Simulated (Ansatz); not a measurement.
# BiTe: energy above lowest point and pressure against volume scale

Free energy against uniform scaling of the volume at fixed shape and fractions; periodic cell, basis, potentials, k mesh and filling as listed. The results are calculated, by Ansatz 0.2.0.

The cell before it is scaled or strained (space group Fm-3m, No. 225):
```
cell vectors (Å)
   0.0000     3.2350     3.2350
   3.2350     0.0000     3.2350
   3.2350     3.2350     0.0000
atoms (fractions of the cell vectors)
Bi  0.00000  0.00000  0.00000
Te  0.50000  0.50000  0.50000
```

Settings of every row: functional PBE; dispersion none; potentials PAW; wave cutoff 462.59 eV; density cutoff 1850.4 eV; k mesh 6x6x6; k shift 0x0x0; occupations fermi dirac; smearing width 0.1 eV; spin none.

Limits: coarse k mesh, up to 40 meV an atom off; no spin-orbit coupling, which can matter with elements this heavy.

```
row  volume scale  V (Å³/atom)  energy above lowest point (meV/atom)  pressure (GPa)
  1           0.9        30.47                                  83.9            7.54
  2         0.925       31.316                                  49.5            5.52
  3          0.95       32.162                                  25.1            3.76
  4         0.975       33.009                                   9.5            2.21
  5             1       33.855                                   1.4            0.87
  6         1.025       34.701                                     0           -0.31
  7          1.05       35.548                                     ?               ?
  8         1.075       36.394                                  13.9           -2.23
  9           1.1       37.241                                  27.8           -3.01
```

Question: what energy above lowest point and pressure should row 7 give?

Worked fit of energy above lowest point. Take u = (V_r/V)^(2/3) − 1 with V_r = 33.432 Å³ an atom, which is twice the finite (Eulerian) strain; such expansions in the strain, on which the Birch-Murnaghan equation of state is built, carry the rest volume and the bulk modulus. The shown rows have u = 0.0638, 0.04455, 0.02615, 0.00852, -0.00835, -0.02453, -0.05502, -0.06941. Least squares give energy above lowest point = 4.55 + 474.3 × u + 11868 × u² + 3000 × u³ meV/atom; a parabola predicts inner rows, each left out in turn, worse (root mean square 0.21 against 0.036 meV/atom). All shown rows lie on it to the printed digit. Its lowest point lies at u = -0.0201, or V = 34.47 Å³ an atom, and the curvature there gives the bulk modulus at fixed shape and fractions, B = (4/9)(1 + u)² E″(u)/V = 46.4 GPa. The withheld row has u = -0.04009, so the fit gives 4.55 + 474.3 × (-0.04009) + 11868 × (-0.04009)² + 3000 × (-0.04009)³ = 4.4 meV/atom.

The calculation gave 4.4 meV/atom. The fit meets it to the printed digit.

Worked fit of pressure. Take u = (V_r/V)^(2/3) − 1 with V_r = 33.432 Å³ an atom, which is twice the finite (Eulerian) strain; such expansions in the strain, on which the Birch-Murnaghan equation of state is built, carry the rest volume and the bulk modulus. The shown rows have u = 0.0638, 0.04455, 0.02615, 0.00852, -0.00835, -0.02453, -0.05502, -0.06941. Least squares give pressure = 1.518 + 79.78 × u + 219.7 × u² + 146 × u³ GPa; a parabola predicts inner rows, each left out in turn, worse (root mean square 0.011 against 0.0036 GPa). All shown rows lie on it to the printed digit. The pressure vanishes at u = -0.0201, or V = 34.47 Å³ an atom, and there the bulk modulus at fixed shape and fractions is B = −V dP/dV = (2/3)(1 + u) dP/du = 46.5 GPa. The withheld row has u = -0.04009, so the fit gives 1.518 + 79.78 × (-0.04009) + 219.7 × (-0.04009)² + 146 × (-0.04009)³ = -1.34 GPa.

The calculation gave -1.34 GPa. The fit meets it to the printed digit.
